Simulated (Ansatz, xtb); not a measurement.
Ligand exchange: C2H7NSi + SiH3(CH3) → C2H8Si2 + CH5N

Species: C2H7NSi `C=C[SiH2]N`, singlet; SiH3(CH3) (methylsilane), singlet; C2H8Si2 `C=C[SiH2][SiH3]`, singlet; CH5N (methylamine) `CN`, singlet. The partners trade NH2 for SiH3: Si–NH2 and C–SiH3 bonds give way to Si–SiH3 and C–NH2.

Shapes, held fixed at every level: PBE0-D4/def2-TZVP. Flexible molecules stand in one conformer, not always the lowest. Programs: Ansatz 0.2.0, xtb 6.7.1. The zero-point and thermal change to 298 K, harmonic and unscaled (PBE0-D4/def2-TZVP), is +5.5 kJ/mol.

```json
{"level": "GFN0-xTB", "kind": "semi-empirical", "ΔH(298 K) (kJ/mol)": "+60.8", "less CCSD(T)/CBS estimate": "-75.5"}
{"level": "B3LYP-D4/def2-TZVPP", "kind": "global hybrid", "ΔH(298 K) (kJ/mol)": "+131.8", "less CCSD(T)/CBS estimate": "-4.5"}
{"level": "PBE0-D4/def2-TZVPP", "kind": "global hybrid", "ΔH(298 K) (kJ/mol)": "+122.0", "less CCSD(T)/CBS estimate": "-14.3"}
{"level": "MP2/def2-SVP", "kind": "perturbation theory", "ΔH(298 K) (kJ/mol)": "+127.0", "less CCSD(T)/CBS estimate": "-9.3"}
{"level": "MP2/def2-TZVPP", "kind": "perturbation theory", "ΔH(298 K) (kJ/mol)": "+145.6", "less CCSD(T)/CBS estimate": "+9.3"}
{"level": "CCSD(T)/def2-SVP", "kind": "coupled cluster or CI", "ΔH(298 K) (kJ/mol)": "+114.6", "less CCSD(T)/CBS estimate": "-21.7"}
{"level": "CCSD/def2-SVP", "kind": "coupled cluster or CI", "ΔH(298 K) (kJ/mol)": "+116.4", "less CCSD(T)/CBS estimate": "-19.9"}
{"level": "CCSD/def2-TZVPP", "kind": "coupled cluster or CI", "ΔH(298 K) (kJ/mol)": "+135.4", "less CCSD(T)/CBS estimate": "-0.9"}
{"level": "CCSD(T)/CBS estimate", "kind": "coupled cluster or CI", "ΔH(298 K) (kJ/mol)": "+136.3", "less CCSD(T)/CBS estimate": "0.0"}
```

The highest level, CCSD(T)/CBS estimate, gives ΔH(298 K) = +136.3 kJ/mol; the levels span +60.8 to +145.6. GFN0-xTB strays far from the other rows. The column of differences is taken from that level and isn't an error. No measured value is set beside it here. The CBS estimate extrapolates MP2 from def2-TZVPP and def2-QZVPP and adds CCSD(T) − MP2 in the triple-zeta set, cores frozen.

The exchange is strongly endothermic, and every level agrees on the sign: NH2 prefers silicon, and SiH3 prefers carbon. The main reason is probably the loss of the Si–N bond, which the large electronegativity difference makes strongly polar and short. The new C–N bond gains less from polarity, and the Si–Si bond, nearly nonpolar and built from diffuse orbitals, cannot make up the difference.

Enlarging the basis from def2-SVP to def2-TZVPP raises the enthalpy by similar amounts in MP2 and CCSD, which suggests that the small set lacks the polarisation functions needed to describe silicon bound to nitrogen. MP2 lies above CCSD in both sets, so its smaller-basis value benefits from opposing errors. The closeness of CCSD/def2-TZVPP to the reference may likewise owe something to cancellation between missing triples and remaining basis incompleteness. Without a saturated analogue, the vinyl group's contribution to the preference can't be separated from that of the exchanged bonds.
